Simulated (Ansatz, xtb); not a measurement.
## BH6SSi+: which of two isomers lies lower

We compare I, `B[SiH2][SH2+]`, a singlet, with II, `B[SH+][SiH3]`, a singlet. Both are isolated ions in the gas phase, relaxed with PBE-D3(BJ)/def2-SVP; the shapes shown needn't be the lowest conformers.

I (Å):

```yaml
atoms:
  - { symbol: B, position_ang: [0.0496, -1.5997, -1.8444] }
  - { symbol: S, position_ang: [0.7195, 0.4420, 0.9356] }
  - { symbol: Si, position_ang: [-0.8912, -0.8174, -0.2436] }
  - { symbol: H, position_ang: [1.2336, -1.4548, -2.0478] }
  - { symbol: H, position_ang: [-0.6467, -2.2365, -2.6042] }
  - { symbol: H, position_ang: [-1.3798, -1.7619, 0.8133] }
  - { symbol: H, position_ang: [-1.8483, 0.3082, -0.4956] }
  - { symbol: H, position_ang: [0.0122, 0.6880, 2.0841] }
  - { symbol: H, position_ang: [1.4253, -0.5933, 1.4899] }
```

II (Å):

```xyz
9

B    -0.5306   -2.1981   -1.3076
S     0.0919   -1.6452    0.3458
Si    0.3266    0.6587    0.3467
H     0.0708   -1.7311   -2.2415
H    -1.0072    1.1785   -0.0707
H    -1.4142   -3.0149   -1.3074
H    -0.9440   -1.9093    1.2012
H     1.4198    0.7671   -0.6610
H     0.7039    0.8850    1.7709
```

**Question.** Which of the two would you expect CCSD(T)/def2-TZVP electronic energies to favour?

**Answer.** Structure II; the calculation gives E(II) − E(I) = −0.802 eV.

How the difference moves with the method:

```
              level             geometry  E(II) − E(I) (eV)  departure from the last row (eV)  job, with rough time for the two
           GFN2-xTB             GFN2-xTB              −1.002                            −0.199              optimisation, 0.37 s
          HF/STO-3G             GFN2-xTB              −1.130                            −0.328              single point, 0.28 s
 r2SCAN-D4/def2-SVP             GFN2-xTB              −0.857                            −0.054               single point, 4.1 s
PBE-D3(BJ)/def2-SVP  PBE-D3(BJ)/def2-SVP              −0.705                            +0.097                optimisation, 40 s
       HF/def2-TZVP  PBE-D3(BJ)/def2-SVP              −0.854                            −0.052           part of the CCSD(T) run
      MP2/def2-TZVP  PBE-D3(BJ)/def2-SVP              −0.881                            −0.079           part of the CCSD(T) run
  CCSD(T)/def2-TZVP  PBE-D3(BJ)/def2-SVP              −0.802                                                  single point, 35 s
```

As drawn, II has 1 B–S, 1 Si–H in place of 1 B–Si, 1 S–H.

None of the levels shown reverses the order. The largest departure from CCSD(T)/def2-TZVP is that of HF/STO-3G, 0.328 eV.

With harmonic frequencies from PBE-D3(BJ)/def2-SVP (ideal gas, rigid rotor, one conformer each, 1000 K, 1 atm): on the last row, ΔE + ΔZPE = −0.776, ΔH = −0.800, ΔG = −0.727 eV.

The correlated steps freeze 11 core orbitals. Codes used: Ansatz 0.2.0, xtb 6.7.1; the last row on 1 thread of Arm Neoverse V1 on a shared host.

Structure II is clearly favoured, and the main cause is probably the exchange of a B–Si bond for a stronger B–S bond. The accompanying exchange of S–H for Si–H should work the other way, since S–H is normally the stronger of the two. In II the remaining sulfur lone pair points largely along the empty boron p orbital, so π donation can relieve boron's electron deficiency; in I boron has only silicon and hydrogen neighbours, none with a lone pair. The Si–S bond is stretched in both ions, which suggests reading I as H2S bound to a borylsilylium ion and II as a silylium ion bound to a thioborane.

The preference is already present at Hartree–Fock level, so it doesn't depend on electron correlation. MP2 strengthens it slightly, whereas CCSD(T) weakens it. At 1000 K entropy favours I, probably through soft motions of its H2S group, but far too little to reverse the order. The energies say nothing about the barrier between the isomers or their resistance to fragmentation.
